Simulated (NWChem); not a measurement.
## How basis sets differ on BNH3F (SMILES NBF)

The species is BNH3F (6 atoms), meant as a singlet with charge 0. As SMILES, `NBF`. The shape is that of a PBE0-D4/def2-TZVP optimisation.

Each level gives the dipole moment (D). The values are calculated.

```json
{"level": "SVWN5/STO-3G", "kind": "LDA", "program": "NWChem", "value (D)": "1.97"}
{"level": "SVWN5/3-21G", "kind": "LDA", "program": "NWChem", "value (D)": "2.72"}
{"level": "SVWN5/6-31G", "kind": "LDA", "program": "NWChem", "value (D)": "2.78"}
{"level": "SVWN5/6-31G* (spherical functions)", "kind": "LDA", "program": "NWChem", "value (D)": "2.47"}
{"level": "SVWN5/6-31G** (spherical functions)", "kind": "LDA", "program": "NWChem", "value (D)": "2.45"}
{"level": "SVWN5/6-311G**", "kind": "LDA", "program": "NWChem", "value (D)": "2.53"}
{"level": "SVWN5/6-311G(2df,2pd)", "kind": "LDA", "program": "NWChem", "value (D)": "2.45"}
```

The values span 1.97 to 2.78 D. Magnitudes only. Sets without polarisation functions give poor dipoles. Without the sets that lack polarisation functions the rows with a basis span only 2.45 to 2.53 D.

The dipole does not settle steadily as the basis grows: it is smallest with STO-3G, overshoots to 2.78 D with 6-31G, and falls back once d functions are added. In aminofluoroborane, the electronegative fluorine and nitrogen draw σ density from boron, while their lone pairs donate π density back into its formally empty p orbital. A minimal basis gives the electron-rich atoms no radial freedom to expand, which probably suppresses the charge separation. Split valence functions restore that freedom, but without d functions the density cannot polarise properly towards the bonds, so the bond polarity is likely exaggerated. Polarisation on hydrogen matters little, as the step from 2.47 to 2.45 D shows. The match between 6-31G** and 6-311G(2df,2pd) at 2.45 D is not proof of convergence, since 6-311G** lies above both and the agreement may partly reflect compensating changes. None of the sets contains diffuse functions, so the response of the outer lone-pair density, to which dipoles are often sensitive, remains untested.
